# Notes: picture-change error in the 1s radial moments of hydrogen

**Conventions.** One electron, point nucleus of charge $Ze$ and infinite mass, Dirac–Coulomb Hamiltonian. I use $x=Zr/a_0$, $\bar\lambda=\hbar/mc=\alpha a_0$, $t=(Z\alpha)^2$, $\gamma=\sqrt{1-t}$. Decoupling is in the Foldy–Wouthuysen convention: $\psi_S=X\psi_L$ on the positive-energy states, and the normalised two-component function is $\phi=(1+X^\dagger X)^{1/2}\psi_L$. The picture-change error of $f(r)$ is $\Delta_f=\langle\phi|f|\phi\rangle-\langle f\rangle_{\rm D}$, taken against the exact Dirac value.

## Dirac reference

Both radial components of the 1s spinor go as $x^{\gamma-1}e^{-x}$, with constant ratio of magnitude $\sqrt{(1-\gamma)/(1+\gamma)}$. The radial density is therefore $\propto x^{2\gamma}e^{-2x}$, and $\langle x^n\rangle_{\rm D}=\Gamma(2\gamma+1+n)/[2^n\Gamma(2\gamma+1)]$. With $\gamma\approx1-t/2$,

$$\langle x\rangle_{\rm D}=\frac{2\gamma+1}{2}\approx\frac32-\frac t2,\qquad \langle x^2\rangle_{\rm D}=\frac{(2\gamma+1)(\gamma+1)}{2}\approx3-\frac{7t}{4}.$$

## How few functions do I need?

One large and one small function, both exact, give a $2\times2$ problem. There $X$ is a number, $\phi\propto\psi_L$, and $\Delta_f=0$. That basis hides the effect, because $X^\dagger X\psi_L$ is not proportional to $\psi_L$ in the full space.

To order $c^{-2}$, $X=\boldsymbol\sigma\cdot\mathbf p/2mc$, so $\phi=(1+p^2/8m^2c^2)\psi_L=(1-\tfrac t8\nabla_x^2)\psi_L$. On the exact large component,

$$-\nabla_x^2\,x^{\gamma-1}e^{-x}=\Big[\frac{2\gamma}{x}-1-\frac{\gamma(\gamma-1)}{x^2}\Big]x^{\gamma-1}e^{-x}.$$

After multiplication by $t/8$ the last term is $O(t^2)$, and the constant only changes the norm at order $t$. One extra function is enough:

$$\phi\propto x^{\gamma-1}e^{-x}\Big(1+\frac{\beta}{x}\Big),\qquad\beta=\frac t4 .$$

This two-function model is exact at order $t$. The admixture is positive and peaked inwards, so $\phi$ is tighter than the Dirac density.

## Closed form

Put $s=2\gamma$ and use $\int_0^\infty x^{q}e^{-2x}dx=\Gamma(q+1)/2^{q+1}$. Relative to the $q=s$ integral the norm is

$$D=1+\frac{4\beta}{s}+\frac{4\beta^2}{s(s-1)},$$

and

$$\langle x\rangle_\phi=\frac{\frac{s+1}{2}+2\beta+\frac{2\beta^2}{s}}{D},\qquad\langle x^2\rangle_\phi=\frac{\frac{(s+1)(s+2)}{4}+(s+1)\beta+\beta^2}{D}.$$

At order $t$, $D\approx1+t/2$. The first numerator is $\frac32-\frac t2+\frac t2=\frac32$, the second $3-\frac{7t}4+\frac{3t}4=3-t$. Dividing and restoring units,

$$\langle r\rangle_\phi\approx a_0\Big(\frac{3}{2Z}-\frac{3Z\alpha^2}{4}\Big),\qquad\langle r^2\rangle_\phi\approx a_0^2\Big(\frac{3}{Z^2}-\frac{5\alpha^2}{2}\Big),$$

against the Dirac values $a_0\left(\frac{3}{2Z}-\frac{Z\alpha^2}{2}\right)$ and $a_0^2\left(\frac{3}{Z^2}-\frac{7\alpha^2}{4}\right)$. So $\Delta_r=-Z\alpha^2a_0/4$ and $\Delta_{r^2}=-3\bar\lambda^2/4$. The $t^2$ terms of the closed forms belong to the model only, since I dropped $t^2$ pieces of $X$ and of the square root.

## Comparison with the general statement

For any local $f$, $\langle f\rangle_{\rm D}=\langle\psi_L|f+X^\dagger fX|\psi_L\rangle$. I insert $\psi_L=(1-p^2/8m^2c^2)\phi$ and use two identities: $\boldsymbol\sigma\!\cdot\!\mathbf p\,f\,\boldsymbol\sigma\!\cdot\!\mathbf p=\mathbf p\cdot f\mathbf p+\hbar\,\boldsymbol\sigma\cdot(\nabla f\times\mathbf p)$, and $p^2f+fp^2-2\,\mathbf p\cdot f\mathbf p=\sum_i[p_i,[p_i,f]]=-\hbar^2\nabla^2f$. For radial $f$ the operator that belongs with $\phi$ is then

$$\tilde f=f+\frac{\bar\lambda^2}{8}\nabla^2f+\frac{\hbar}{4m^2c^2}\frac{f'}{r}\,\boldsymbol\sigma\cdot\mathbf L .$$

The last term vanishes for s states, so $\Delta_f=-\frac{\bar\lambda^2}{8}\langle\nabla^2f\rangle$, with the nonrelativistic 1s average. Now $\nabla^2r=2/r$ with $\langle1/r\rangle=Z/a_0$ gives $-Z\alpha^2a_0/4$, and $\nabla^2r^2=6$ gives $-3\bar\lambda^2/4$. Both match the model.

For general $n\ge1$, with $\langle x^n\rangle_0=(n+2)!/2^{n+1}$, the term linear in $\beta$ gives $-2\beta\frac{n}{n+2}\langle x^n\rangle_0$. The operator formula gives $-\frac t8n(n+1)\langle x^{n-2}\rangle_0$. Both equal $-t\,n\,(n+1)!/2^{n+2}$. Differentiating the Gamma functions gives the Dirac shift $-t\,(H_{n+2}-\frac32)\langle x^n\rangle_0$, with $H_k=\sum_{j=1}^k1/j$. The ratio of error to relativistic shift is

$$\frac{n}{2(n+2)\left(H_{n+2}-\frac32\right)}=\frac12\ (n=1),\qquad\frac37\ (n=2),$$

independent of $Z$ at this order.

## Independent route, $Z=1$

$\phi$ should be the eigenfunction of the Pauli Hamiltonian, with perturbation $H_1=-p^4/8m^3c^2+\frac{\bar\lambda^2}{8}\nabla^2V$. The Dalgarno–Lewis equation $(H_0-E_0)F\psi_0=-E_h\,(x-\frac32)\psi_0$, with $\langle F\rangle=0$, is solved by $F=(3-x^2)/2$, and $\delta\langle x\rangle=2\langle\psi_0|H_1|F\psi_0\rangle/E_h$. The Darwin term is $\frac{\pi}{2}\alpha^2E_ha_0^3\,\delta(\mathbf r)$ and contributes $\frac12F(0)\alpha^2=\frac34\alpha^2$ to the matrix element over $E_h$. The mass–velocity term, evaluated as $-\langle p^2\psi_0|p^2F\psi_0\rangle/8m^3c^2$, contributes $-\frac98\alpha^2$. Hence $\delta\langle x\rangle=2(\frac34-\frac98)\alpha^2=-\frac34\alpha^2$. For $x^2$ the source is $x^2-3$, $F=\frac{11}{2}-x^2-\frac{x^3}{3}$, and $2(\frac{11}{4}-4)\alpha^2=-\frac52\alpha^2$. An exact treatment of the decoupled Hamiltonian therefore does not remove the error; it sits in the property operator.

## Numbers for H

From the CODATA constants, $\alpha^2=5.325\times10^{-5}$, $\alpha^2a_0=2.8179$ fm and $\bar\lambda^2=0.14912$ pm². The table holds the order-$t$ terms. By power counting the next ones are smaller by a factor of order $\alpha^2$, which supports four figures.

| | nonrelativistic | Dirac shift | untransformed shift | error $\Delta$ |
|---|---|---|---|---|
| $\langle r\rangle$ | 79.377 pm | −1.409 fm | −2.113 fm | −0.7045 fm |
| $\langle r^2\rangle$ | 8400.9 pm² | −0.2610 pm² | −0.3728 pm² | −0.1118 pm² |

These shifts are the Dirac–Coulomb model's. Two omitted terms compete with them in the real atom. The finite proton mass scales lengths by $1+m_e/m_p$ and raises $\langle r\rangle$ by 43 fm, which is 61 times $|\Delta_r|$. For QED I make a rough estimate: a contact potential that lifts 1s by $\Delta E$ moves $\langle r\rangle$ by $2F(0)\,a_0\Delta E/E_h=3a_0\Delta E/E_h$. Taking the 1s Lamb shift as approximately $h\times8$ GHz gives about $+0.2$ fm, roughly a quarter of $|\Delta_r|$. Both terms act on the wavefunction and enter the two pictures alike at leading order, so the difference $\Delta$ survives them. Leaving $r$ and $r^2$ untransformed overstates the relativistic contraction by factors $\frac32$ and $\frac{10}{7}$.